**Question: How much of a stray current goes through an unconnected steel rod, and where does it corrode?**

A bare steel rod lies along the axis of a plastic duct that has silted up with wet clay. Nothing is connected to the rod. A d.c. stray current runs along the duct. I understand that one end of the rod turns cathodic and the other anodic. My first guess was that the voltage driving the reactions is the field times the rod length, but then a long rod would see an unlimited voltage, while the current in the duct is finite. What is the potential along the rod, what share of the current enters it, and how much faster does the anodic end dissolve?

---

**Answer**

The rod is a bipolar electrode in a thin channel. Your guess is the short-rod limit. The problem has a length of its own, $\lambda=(\kappa h R_{ct})^{1/2}$, and for a rod longer than a few $\lambda$ the driving voltage saturates at $2E_0\lambda$, because the metal takes over the current and removes the field from the soil beside it. I derive this for a flat strip, where the approximation can be tested against an exact solution, and then map it onto the rod.

Energies are in eV, so an overpotential of 1 mV is 1 meV per electron. Temperatures are in kelvin, interfacial lengths in nm, duct dimensions in mm and m.

## 1. Premises and conventions

A metal strip occupies $-L/2\le x\le L/2$ in the floor $z=0$ of a channel of height $h$ and width $w$, across the full width. All other walls are insulating.

1. The state is steady.
2. The electrolyte (or wet soil, as an effective medium) is electroneutral, with uniform composition and conductivity $\kappa$. Then $\mathbf i=-\kappa\nabla\phi$ and $\nabla\cdot\mathbf i=0$, so $\nabla^2\phi=0$. The double layer is only a boundary condition: at 298 K the Debye length of a 1:1 salt at a typical 0.01 mol/L, with relative permittivity about 78.4, is 3.0 nm.
3. The metal is an equipotential at $\phi_m$ and is floating.
4. The interface has a uniform rest potential $E_{corr}$ and linear kinetics.
5. A total current $I$ flows towards $+x$. Define $E_0=I/(\kappa h w)$. This is the field in the channel beyond the strip with the strip in place.
6. The potential varies little across the channel. Section 6 makes this quantitative.

The current density $j$ is positive when it leaves the metal (anodic). The overpotential is

$$\eta(x)=\phi_m-\phi(x,0)-E_{corr}.$$

## 2. Where $R_{ct}$ comes from

Corroding steel rests at a mixed potential in the sense of Wagner and Traud: iron dissolution and oxygen reduction each run at the rate $j_{corr}$ and cancel. Take each partial current exponential in potential, with slopes $\beta_a$ and $\beta_c$ per factor $\mathrm e$:

$$j=j_{corr}\left[\mathrm e^{\eta/\beta_a}-\mathrm e^{-\eta/\beta_c}\right].$$

Expanding both exponentials,

$$j=\frac{\eta}{R_{ct}}\left[1+\frac{\eta}{2}\left(\frac1{\beta_a}-\frac1{\beta_c}\right)+\dots\right],\qquad R_{ct}=\frac{B}{j_{corr}},\qquad B=\frac{\beta_a\beta_c}{\beta_a+\beta_c}.$$

The leading term $j=\eta/R_{ct}$ is the Stern–Geary relation, and $R_{ct}$ has units of $\Omega\,\mathrm{m^2}$. The anodic partial current alone changes by $j_{corr}\eta/\beta_a$, which is the share $\beta_c/(\beta_a+\beta_c)$ of the net current $j$. The remainder of $j$ is oxygen reduction that has slowed down. Only the first part is extra metal loss.

## 3. Reduction to one dimension

Define the cross-section average $\bar\phi(x)=h^{-1}\int_0^h\phi\,dz$ and integrate Laplace's equation over $z$:

$$h\,\bar\phi''+\partial_z\phi\big|_{h}-\partial_z\phi\big|_{0}=0 .$$

The roof is insulating, so the second term vanishes. At the floor the current entering the electrolyte is $j=-\kappa\,\partial_z\phi|_0$. Hence, exactly,

$$\kappa h\,\bar\phi''=-j .$$

This is charge conservation. The electrolyte carries $I_s=-\kappa h w\,\bar\phi'$, and $dI_s/dx=wj$.

Premise 6 now enters, once: replace $\phi(x,0)$ in $\eta$ by $\bar\phi(x)$. Since $\phi_m$ and $E_{corr}$ are constants, $\eta'=-\bar\phi'$ and $\eta''=j/(\kappa h)$. With $j=\eta/R_{ct}$,

$$\eta''=\frac{\eta}{\lambda^2},\qquad \lambda=\sqrt{\kappa hR_{ct}} .$$

The meaning of $\lambda$: over that length the resistance along the electrolyte, $\lambda/(\kappa hw)$, equals the resistance across the interface, $R_{ct}/(\lambda w)$.

**Boundary conditions.** The metal ends at $x=\pm L/2$, so its current $I_m$ is zero there, and $I_s=I$. As $I_s=\kappa hw\,\eta'$,

$$\eta'(\pm L/2)=E_0 .$$

These two conditions already contain the floating condition. Integrating $dI_s/dx=wj$ along the strip gives $w\int j\,dx=I-I=0$.

## 4. Solution

The general solution is $\eta=C_1\sinh(x/\lambda)+C_2\cosh(x/\lambda)$. With $u=L/(2\lambda)$ the two conditions read

$$C_1\cosh u\pm C_2\sinh u=E_0\lambda .$$

Subtracting them gives $C_2=0$, adding them gives $C_1=E_0\lambda/\cosh u$:

$$\boxed{\eta(x)=E_0\lambda\,\frac{\sinh(x/\lambda)}{\cosh(L/2\lambda)}},\qquad j(x)=\frac{\eta(x)}{R_{ct}} .$$

The centre is at rest, $\eta(0)=0$, which fixes the floating potential: $\phi_m=\bar\phi(0)+E_{corr}$. The upstream half ($x<0$) is cathodic and collects current. The downstream half is anodic, releases the current, and corrodes faster.

**Currents.** Differentiating,

$$I_s(x)=I\,\frac{\cosh(x/\lambda)}{\cosh u},\qquad I_m(x)=I-I_s(x).$$

The metal current is largest at the centre. It equals all the current that leaves through the anodic half, and direct integration confirms this:

$$f=\frac{I_m(0)}{I}=\frac{w}{I}\int_0^{L/2}\frac{\eta}{R_{ct}}\,dx=\frac{\cosh u-1}{\cosh u},\qquad \boxed{f=1-\operatorname{sech}\frac{L}{2\lambda}} .$$

Here $w\lambda^2E_0/R_{ct}=\kappa hwE_0=I$ was used.

**Driving voltage.** The potential drop in the electrolyte between the two ends is the difference of the end overpotentials:

$$\boxed{\Delta=\eta(L/2)-\eta(-L/2)=2E_0\lambda\tanh\frac{L}{2\lambda}} .$$

**Short strip, $L\ll\lambda$.** From $\tanh u/u=1-u^2/3+\dots$ and $1-\operatorname{sech}u=u^2/2+\dots$,

$$\Delta\simeq E_0L\left(1-\frac{L^2}{12\lambda^2}\right),\qquad f\simeq\frac{L^2}{8\lambda^2},\qquad\eta\simeq E_0x .$$

The strip draws little current and samples the undisturbed field. This is your guess.

**Long strip, $L\gg\lambda$.** Then $f\to1$, $\Delta\to2E_0\lambda$, and near the anodic end $\eta\simeq E_0\lambda\,\mathrm e^{-(L/2-x)/\lambda}$. The whole current enters within about $\lambda$ of one end and leaves within about $\lambda$ of the other. The peak density is $j_{end}=E_0\lambda/R_{ct}=I/(w\lambda)$, and further length changes nothing at fixed $I$.

**Fixed voltage instead of fixed current.** If a voltage $V$ is held across a channel of length $L_c>L$, the drops add: $V=E_0(L_c-L)+\Delta$. So

$$E_0=\frac{V}{L_c-L+2\lambda\tanh u}\ \ge\ \frac{V}{L_c}.$$

The strip counts as a length $2\lambda\tanh u$ of electrolyte in place of $L$. All results above hold with this $E_0$. Using $V/L_c$ instead is justified only if $L-2\lambda\tanh u\ll L_c$.

## 5. From strip to rod

Let a rod of radius $a$, with insulated end faces, lie on the axis of a duct of inner radius $b$. Integrate Laplace's equation over the annulus of area $A=\pi(b^2-a^2)$. The divergence theorem turns the transverse part into the flux through the wetted perimeter $P=2\pi a$, so $\kappa A\bar\phi''=-Pj$. This is the equation of section 3 with

$$h\to\frac AP=\frac{b^2-a^2}{2a},\qquad E_0=\frac{I}{\kappa A}.$$

At each end the whole current crosses the annulus, so the boundary condition is unchanged and the boxed results carry over. Here $h$ is an area per perimeter, not the gap. Beyond the rod the section is $\pi b^2$, so the voltage balance becomes $V=E_0(A/\pi b^2)(L_c-L)+\Delta$, apart from a small constriction drop at the two ends.

## 6. How thin is thin

**Strip.** Over the strip, the function

$$\phi=\phi_m-E_{corr}-C\sinh(kx)\cos[k(h-z)]$$

satisfies Laplace's equation and has zero normal derivative at $z=h$. At the floor it gives $\eta=C\sinh(kx)\cos(kh)$ and $j=\kappa kC\sinh(kx)\sin(kh)$. The kinetic law $j=\eta/R_{ct}$ then demands

$$kh\tan(kh)=\epsilon,\qquad\epsilon=\frac{h}{\kappa R_{ct}}=\frac{h^2}{\lambda^2}.$$

$1/\epsilon$ is the Wagner number of the channel. For the lowest root put $y=kh$ in $y\tan y=y^2+y^4/3+\dots$, so that $y^2=\epsilon(1-\epsilon/3+\dots)$ and

$$\frac1{k^2}=\kappa h\left(R_{ct}+R_\Omega\right),\qquad R_\Omega=\frac{h}{3\kappa},$$

to first order in $\epsilon$. The one-dimensional model is thus the limit $\epsilon\to0$, that is $h\ll\lambda$, and the first correction is a transverse ohmic resistance in series with $R_{ct}$. The higher roots have $kh>\pi$. They describe zones at the two ends, decaying within $h/\pi$, where the profile adjusts to the insulating floor. The strip should be long against these zones.

**Rod.** To first order $\partial_x^2\phi$ is uniform over the section. Write $\phi=\bar\phi(x)+v(r)-\bar v$ with $r^{-1}(rv')'=s$, where $s=Pj/(\kappa A)$, and $v'(b)=0$. Integrating twice, $v=s\,(r^2/4-\tfrac12b^2\ln r)$, which obeys $-\kappa v'(a)=j$. The surface lies above the average by $v(a)-\bar v=jR_\Omega$. Averaging $v$ over the annulus gives, with $\rho=b/a$,

$$R_\Omega=\frac a\kappa\left[\frac{\rho^4\ln\rho}{(\rho^2-1)^2}-\frac{3\rho^2-1}{4(\rho^2-1)}\right].$$

For $\rho\to1$ this tends to $(b-a)/(3\kappa)$, the strip result. The corrected model uses $\bar\eta=\phi_m-\bar\phi-E_{corr}$ and $j=\bar\eta/(R_{ct}+R_\Omega)$. With $\delta=R_\Omega/R_{ct}$ the decay length grows by $(1+\delta)^{1/2}$. For a long rod $j_{end}$ falls by the same factor outside the end zone. Inside that zone the transverse drop is only partly developed, which acts the other way at the same order in $\delta$.

## 7. The other premises

**Metal resistance.** Let metal and electrolyte have resistances per length $r_m$ and $r_s=1/(\kappa A)$. Then $\eta'=r_sI_s-r_mI_m$, and with $I_s'=-I_m'=Pj$, $\eta''=(r_s+r_m)P\eta/R_{ct}$. At the ends $I_m=0$, so $\eta'=E_0$ still. The form of $\eta$ survives with $\lambda^2$ and $f$ each multiplied by $r_s/(r_s+r_m)$.

**Bare end faces.** A face of area $\pi a^2$ passes current in parallel with the annulus. Taking it at the local overpotential, $I=\kappa A\eta'+\pi a^2\eta/R_{ct}$ at $x=L/2$. Since $\kappa AR_{ct}=2\pi a\lambda^2$, this is $\eta'+a\eta/(2\lambda^2)=E_0$, and $\eta$ is divided by $1+(a/2\lambda)\tanh u$.

**Nonlinear kinetics.** For $\beta_a=\beta_c=\beta$, $j=(\beta/R_{ct})\sinh(\eta/\beta)$ and $\eta''=(\beta/\lambda^2)\sinh(\eta/\beta)$. Multiply by $2\eta'$ and integrate from the centre:

$$\eta'^2-\eta'(0)^2=\frac{4\beta^2}{\lambda^2}\sinh^2\frac{\eta}{2\beta}.$$

For a long rod $\eta'(0)\to0$, and at the end $\eta'=E_0$, so $\eta_{end}=2\beta\,\operatorname{arsinh}(E_0\lambda/2\beta)$. The linear value $E_0\lambda$ is too high by the fraction $(E_0\lambda/2\beta)^2/6$. For unequal slopes the quadratic term of section 2 comes first, with local relative size $(\eta/2)(1/\beta_a-1/\beta_c)$. It also breaks the antisymmetry and shifts the point $\eta=0$ off the centre.

**Non-uniform rest potential.** If $E_{corr}$ depends on $x$ at fixed $R_{ct}$, then $\psi=\phi_m-\bar\phi$ obeys $\lambda^2\psi''=\psi-E_{corr}(x)$. The equation is linear, so the stray-current solution adds to the galvanic one. For a step $\Delta E$ far from the ends, continuity of $\psi$ and $\psi'$ gives $\eta=\mp\tfrac12\Delta E\,\mathrm e^{-|x|/\lambda}$, anodic on the less noble side.

**Time dependence.** The interface charges in $R_{ct}C$, with $C$ the capacitance per area. Slower changes of the stray current are followed quasi-statically.

## 8. Range of validity

The boxed formulas hold when

- the current is confined by insulating walls;
- $R_\Omega\ll R_{ct}$ (for the strip, $h\ll\lambda$), and $L$ is long against the transverse gap;
- $E_0\lambda\tanh u$ is small against $\beta_a$ and $\beta_c$, so $e\eta$ is below about $k_BT$, and well below it for unequal slopes;
- $r_m\ll r_s$ and $a\ll2\lambda$, or the stated corrections are applied;
- $\kappa$, $R_{ct}$ and $E_{corr}$ are uniform and are not altered by the reactions (pH, oxygen, rust) in the time considered;
- the current varies slowly against $R_{ct}C$.

Two cases fall outside. Passive steel in sound concrete has very unequal branches: appreciable anodic current flows only after a large positive shift, up to oxygen evolution or pitting, so it shows a threshold in $\Delta$ that linear kinetics lacks. A rod in open soil is not confined: it draws current from a region of size $L$. A line source of strength $2\pi aj$ per length raises the potential at its surface by about $j(a/\kappa)\ln(L/a)$, to leading logarithm. Balancing $E_0x$ against this drop and $jR_{ct}$,

$$\eta(x)\approx E_0x\,\frac{R_{ct}}{R_{ct}+(a/\kappa)\ln(L/a)},$$

which does not saturate at $E_0\lambda$.

## 9. Numbers for a rod in a silted duct

The inputs are assumed, with typical magnitudes: $T=298$ K, $a=6$ mm, $b=25$ mm, wet clay with $\kappa=0.05$ S/m, $j_{corr}=0.020$ A/m², and a strong stray field $E_0=0.10$ V/m.

For the kinetics take $eB=k_BT=25.68$ meV. Two quite different interfaces give this value. One is symmetric, $\beta_a=\beta_c=2k_BT/e=51.36$ mV (118 mV per decade). The other has diffusion-limited oxygen reduction, $\beta_c\to\infty$, with $\beta_a=25.68$ mV (59 mV per decade).

Then $R_{ct}=1.284\ \Omega\,\mathrm{m^2}$, $h=49.08$ mm, $\lambda=56.1$ mm, $A=1850$ mm² and $I=\kappa AE_0=9.25\ \mu$A.

| $L$ (m) | $u$ | $f$ | $\Delta/E_0L$ | $e\eta_{end}$ (meV) | $j_{end}$ (mA/m²) |
|---|---|---|---|---|---|
| 0.10 | 0.89 | 0.30 | 0.80 | 4.0 | 3.1 |
| 0.20 | 1.78 | 0.67 | 0.53 | 5.3 | 4.1 |
| 1.00 | 8.91 | 1.00 | 0.11 | 5.6 | 4.4 |

The 1 m rod carries practically the whole current, yet its ends see only 0.11 of the voltage $E_0L$. In a duct 2 m long it needs $V=0.11$ V between the duct ends, a mean gradient of 53 mV/m, so $E_0$ is 1.9 times $V/L_c$.

Sizes of the neglected terms for the 1 m rod:

- Transverse drop: $\rho=4.17$, $R_\Omega=0.099\ \Omega\,\mathrm{m^2}$, $\delta=0.077$. The decay length becomes 58 mm, a change of 4 per cent.
- Bare end faces: $a/2\lambda=0.053$.
- Metal: for a steel resistivity of about $2\times10^{-7}\ \Omega$ m, $r_m/r_s=1.6\times10^{-7}$.
- Nonlinearity: $5\times10^{-4}$ in $\eta_{end}$ for the symmetric interface, but 0.11 in the local current for the diffusion-limited one.
- Charging time: 0.4 s for a typical $C=0.3$ F/m², longer on rusty steel.
- Uneven aeration: an assumed step $\Delta E=50$ mV gives 25 meV at the step, well above the 5.6 meV from the stray current. This term is not small. The table gives the increment due to the stray current, not the whole corrosion pattern.

Two figures are therefore the most the table supports.

**Metal loss.** By Faraday's law for Fe → Fe²⁺ the surface recedes at $j_aM/(2F\varrho)$, with $j_a$ the anodic partial current. With $M=55.845$ g/mol, the standard atomic weight of iron, and $\varrho\approx7870$ kg/m³, $j_{corr}$ corresponds to 64 nm per day, or 23 µm per year. The value of $j_{corr}$ was chosen to give a rate of tens of µm per year, typical of bare steel in wet soil, so this figure is an input and not a prediction. At the anodic end of the 1 m rod $j_{end}/j_{corr}=0.22$. With the share $\beta_c/(\beta_a+\beta_c)$ equal to 1/2 or 1, the model's extra loss is 7 nm per day for the symmetric interface and 14 nm per day for the diffusion-limited one. It fades along the rod over $\lambda$, and the cathodic end is spared by the same amount at linear order.

These increments are the model's and belong to the confined geometry. The same rod in open clay at the same field would reach about 0.03 V at its ends by the logarithmic estimate, some 6 times more and already at the edge of linear kinetics. As typical knowledge, stray-current attack on long coated pipes can reach the order of a millimetre per year, two orders of magnitude or more above the increments here, because current collected over a great length leaves through small coating defects. The duct works the other way: it admits only $\kappa AE_0$ and spreads it over the area $2\pi a\lambda$.